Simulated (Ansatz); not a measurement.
A series in volume scale on SiC

All results are calculated (Ansatz 0.2.0). Free energy against uniform scaling of the volume at fixed shape and fractions; periodic cell, basis, potentials, k mesh and filling as listed.

The cell before it is scaled or strained (space group P6_3mc, No. 186):
```
cell vectors (Å)
   3.0862     0.0000     0.0000
  -1.5431     2.6727     0.0000
   0.0000     0.0000     5.0648
atoms (fractions of the cell vectors)
Si  0.33333  0.66667  0.00000
Si  0.66667  0.33333  0.50000
C   0.33333  0.66667  0.38500
C   0.66667  0.33333  0.88500
```

Settings of every row: functional PBE; dispersion none; potentials PAW; wave cutoff 510 eV; density cutoff 2040 eV; k mesh 12x12x4; k shift 0x0x0; occupations fixed; smearing width 0 eV; spin none.

```
row  volume scale  V (Å³/atom)  energy above lowest point (meV/atom)  pressure (GPa)
  1        0.9406        9.824                                  33.5           16.57
  2        0.9703       10.134                                   9.5            8.48
  3             1       10.444                                     0            1.48
  4        1.0297       10.754                                     ?               ?
  5        1.0594       11.065                                  17.2            -9.8
```

Question: what energy above lowest point and pressure should row 4 give?

Worked fit of energy above lowest point. Take u = (V_r/V)^(2/3) − 1 with V_r = 10.289 Å³ an atom, which is twice the finite (Eulerian) strain; such expansions in the strain, on which the Birch-Murnaghan equation of state is built, carry the rest volume and the bulk modulus. The shown rows have u = 0.03131, 0.01017, -0.00992, -0.04732. Least squares give energy above lowest point = 3.06 + 466.4 × u + 16170 × u² meV/atom; a straight line predicts inner rows, each left out in turn, worse (root mean square 16 against 0.056 meV/atom). All shown rows lie on it to the printed digit. Its lowest point lies at u = -0.0144, or V = 10.52 Å³ an atom, and the curvature there gives the bulk modulus at fixed shape and fractions, B = (4/9)(1 + u)² E″(u)/V = 213 GPa. Letting shape and atoms relax would as a rule lower it, by much in layered, chain or molecular crystals. The withheld row has u = -0.02904, so the fit gives 3.06 + 466.4 × (-0.02904) + 16170 × (-0.02904)² = 3.2 meV/atom.

The calculation gave 3.1 meV/atom. The fit lies 0.1 meV/atom (3.2 % of the value, 0.3 % of the column's range) above it, one unit of the last digit.

Worked fit of pressure. Take u = (V_r/V)^(2/3) − 1 with V_r = 10.289 Å³ an atom, which is twice the finite (Eulerian) strain; such expansions in the strain, on which the Birch-Murnaghan equation of state is built, carry the rest volume and the bulk modulus. The shown rows have u = 0.03131, 0.01017, -0.00992, -0.04732. Least squares give pressure = 4.854 + 348.48 × u + 820.2 × u² GPa; a straight line predicts inner rows, each left out in turn, worse (root mean square 0.8 against 0.0058 GPa). All shown rows lie on it to the printed digit. The pressure vanishes at u = -0.0144, or V = 10.52 Å³ an atom, and there the bulk modulus at fixed shape and fractions is B = −V dP/dV = (2/3)(1 + u) dP/du = 213 GPa. Letting shape and atoms relax would as a rule lower it, by much in layered, chain or molecular crystals. The withheld row has u = -0.02904, so the fit gives 4.854 + 348.48 × (-0.02904) + 820.2 × (-0.02904)² = -4.57 GPa.

The calculation gave -4.58 GPa. The fit lies 0.01 GPa (0.038 % of the column's range) above it, one unit of the last digit.
